## Examination question

Electrons are added one by one to a spherical dot with a hard wall at radius $R$ and a charge $Z$ at its centre. Starred units are atomic units rescaled by the effective mass and dielectric constant. The chemical potential is $\mu(N)=E(N)-E(N-1)$, the addition energy is $A(N)=\mu(N+1)-\mu(N)$, and $\varepsilon(N)$ is the highest eigenvalue. The label 1p means the lowest p level. At closed shells "up" is arbitrary, since both spins are degenerate.

Spherical dot with a hard wall at radius 1.54 bohr* and a central point charge of 2 e, in spin-polarised Kohn-Sham theory with PBEsol (radks radial solver with Libxc; effective atomic units). Shells are m-averaged and filled greedily, so a lower state can be missed. Levels are named by radial order; chemical potential is E(N)-E(N-1), addition energy E(N+1)+E(N-1)-2E(N).

| electrons | chemical potential (hartree*) | unpaired electrons | rms radius (bohr*) | highest eigenvalue (hartree*) | highest level | addition energy (hartree*) |
| --- | --- | --- | --- | --- | --- | --- |
| 1 | -1.684 | 1 | 0.6512 | -1.127 | 1s up | n/a |
| 2 | -0.2329 | 0 | 0.6853 | 0.2842 | 1s up | 4.050 |
| 3 | 3.817 | 1 | 0.7810 | 4.230 | 1p up | 0.8474 |
| 4 | 4.664 | 2 | 0.8280 | 5.104 | 1p up | 0.8854 |
| 5 | 5.550 | 3 | 0.8576 | 5.997 | 1p up | 1.185 |
| 6 | 6.734 | 2 | 0.8796 | 7.140 | 1p down | 0.8296 |
| 7 | 7.564 | 1 | 0.8964 | 7.992 | 1p down | 0.8621 |
| 8 | 8.426 | 0 | 0.9100 | 8.862 | 1p up | 3.516 |
| 9 | 11.94 | 1 | 0.9293 | 12.35 | 1d up | 0.8148 |
| 10 | 12.76 | 2 | 0.9450 | 13.17 | 1d up | 0.8224 |
| 11 | 13.58 | 3 | 0.9580 | 13.99 | 1d up | 0.8266 |
| 12 | 14.41 | 4 | 0.9691 | 14.82 | 1d up | 0.8290 |
| 13 | 15.24 | 5 | 0.9788 | 15.65 | 1d up | 1.086 |
| 14 | 16.32 | 4 | 0.9875 | 16.72 | 1d down | 0.8026 |
| 15 | 17.12 | 3 | 0.9952 | 17.53 | 1d down | 0.8100 |
| 16 | 17.93 | 2 | 1.002 | 18.34 | 1d down | 0.8144 |
| 17 | 18.75 | 1 | 1.009 | 19.16 | 1d down | 0.8172 |
| 18 | 19.57 | 0 | 1.014 | 19.97 | 1d up | 1.213 |
| 19 | 20.78 | 1 | 1.012 | 21.30 | 2s up | 1.267 |
| 20 | 22.04 | 0 | 1.010 | 22.58 | 2s up | 3.040 |
| 21 | 25.08 | 1 | 1.017 | 25.48 | 1f up | 0.7913 |
| 22 | 25.88 | 2 | 1.023 | 26.27 | 1f up | 0.7929 |
| 23 | 26.67 | 3 | 1.029 | 27.07 | 1f up | 0.7941 |
| 24 | 27.46 | 4 | 1.034 | 27.86 | 1f up | 0.7949 |
| 25 | 28.26 | 5 | 1.039 | 28.66 | 1f up | n/a |

(a) What sets $A$ inside a spin subshell? (b) Is $\varepsilon$ a removal energy? (c) Which terms make up $A(8)$? (d) Why are there peaks at 5 and 13? (e) Why is $A(18)<A(19)$, and why does the radius dip there? (f) What would $Z=0$ or a larger $R$ change? (g) Which digits and rows can be trusted?

## Model answer with remarks

**(a)** Successive electrons enter the same level with the same spin, so $A$ is the repulsion of one more pair. With frozen orbitals and an average over $m$, opposite spins repel with the Slater integral $F^0$ and parallel spins with $F^0-J$, where $J$ is the mean lowering for a parallel pair (Hund's exchange parameter). Orbitals for these integrals come from a model with no fitted constant: wall, $-Z/r$ and a self-consistent Hartree field scaled by $(N-1)/N$, filled in the order of the table. For 1d, $F^0-J=0.891-0.073=0.818$, against a mean of 0.817 over the eight in-subshell rows. The 1p mean is overestimated by 3% and the 1f mean underestimated by 1%.

*Remark.* The analogy is a conducting sphere, whose charging step is $1/R=0.649$. It explains why $A$ hardly depends on $N$, but it lies 18 to 24% below the three means, because the electrons sit inside the wall and so closer together. It knows nothing of levels or spin. The smoothness of these rows is partly imposed, as spherical averaging removes multiplets and deformation.

**(b)** No. By Janak's theorem $\varepsilon=\partial E/\partial N$. If $E$ is quadratic along a subshell with curvature $U$, then $d=\varepsilon-\mu=U/2$ and $A=U$. The rows bear this out: $d$ is positive throughout, and $g(N)=A(N)-d(N)-d(N+1)$ stays within 0.010 of zero inside subshells. At a boundary $g$ is the jump to the next level.

*Remark.* The vanishing of $g$ is a consistency of the method and says nothing of its accuracy. For the exact functional $E$ is linear between integers and $d=0$. At $N=1$ the numerical one-electron energy is $-1.731$; PBEsol puts $\mu$ too high by 0.047 and $\varepsilon$ by 0.604. This row shows self-interaction directly, and theory assigns the same cause to the others. At $N=2$ even the signs of $\varepsilon$ and $\mu$ differ. From $N=3$ on $\mu$ is positive, and only the wall holds these electrons.

**(c)** At a closure, $A$ is the level gap plus half the curvature of each of the two shells. The empty box gives a 1p–1d gap of 2.746. The central charge lowers 1p more than 1d and widens it to 3.091, and the electrons' own field narrows it to 2.670. The curvatures are $0.998-0.117=0.881$ for 1p and 0.818 for 1d, so
$$A(8)\approx 2.670+\tfrac12(0.881+0.818)=3.52,$$
against 3.516.

*Remark.* Nothing was fitted, but this is the best of four closures. The model gap exceeds $g$ by 0.044 at $N=2$ and by 0.020 at $N=20$, and falls short by 0.094 at $N=18$, a third of that gap. The model has the same kind of Hartree field as the calculation, and its factor $(N-1)/N$ already stands in for part of exchange, so the agreement at $N=2$, 8 and 20 shows only that exchange and correlation shift those gaps little beyond that factor.

**(d)** The spin count peaks there, as Hund's rule demands. The last up electron of the shell pays $2l(F^0-J)$ and the first down electron $(2l+1)F^0$, so $A=F^0+2lJ$, an excess of $(2l+1)J$ over the in-subshell value. Measured from the mean of the two neighbouring rows, the excess is 0.328 at $N=5$ and 0.270 at $N=13$. Counting gives 0.350 and 0.364.

*Remark.* The wall, the central charge and the Hartree field act alike on both spins, so in this calculation the jump from the up to the down level can come only from the spin dependence of exchange and correlation. The pair count takes exchange alone. Why the d shell reaches only 74% of that count is open, with correlation, orbital relaxation and the approximate exchange functional as guesses. For half-filled 1f at $N=27$, beyond the series, counting gives $7\times0.054\approx0.38$, probably too high in the same way.

**(e)** The split reads $A(18)=0.400+0.293+0.520$ and $A(19)=0.520+0.207+0.540$. The closed 1d shell is followed by a small gap, while 19 electrons is no closure at all: $A(19)$ is the price of pairing in the compact 2s orbital, with two large curvature terms. The gap is small because large effects nearly cancel. In the model it is 1.320 in the empty box, $-0.742$ once the central charge pulls down the penetrating 2s, and 0.199 after screening lifts it again.

The rms radius falls when the step in $N r_\mathrm{rms}^2$ is smaller than the mean square, here $1.014^2=1.03$. The steps are about 0.95 for 2s, 1.2 for late 1d and 1.3 for 1f, each good to about 0.04, so only $N=19$ and 20 shrink the dot.

**(f)** Without the central charge, screening still pushes 2s up and nothing pulls it down. The model then gives 2.267 for 1d–2s and 0.019 for 2s–1f, so the strong closure would move from 20 to 18. A larger $Z$ drives the order towards that of atoms, with 2s ahead of 1d. Kinetic gaps scale as $1/R^2$ and Coulomb terms as $1/R$, as long as the orbitals keep their shape, so in a wider dot the closures set by the wall weaken relative to the charging step and the dot comes nearer the conducting sphere. The closure at $N=2$ is an exception: in a wide dot the central charge alone binds the inner pair, and its gap levels off instead of falling towards zero.

*Remark.* These are model and scaling arguments, not Kohn-Sham results.

**(g)** From $N=9$ on, $\mu$ and $\varepsilon$ carry two decimals, so $d$ is good to 0.01 and $g$ to 0.02; the addition-energy column is finer than differences of $\mu$. Printed figures do not prove convergence, and the drift from 0.7913 to 0.7949 in 1f is given no cause.

The larger doubt is the configuration, since greedy filling can miss a lower state. The model 2s–1d gap is $-0.053$ at $N=8$ and 0.080 at $N=13$, both smaller than its miss at $N=18$, so it cannot order these levels. At $N=14$ a 2s up electron competes with 1d down, which must pay the spin splitting $g(13)=0.28$, though 2s has the larger charging term. The 1d rows and the peak at 13 hold for the filling shown, which may not be the ground state.
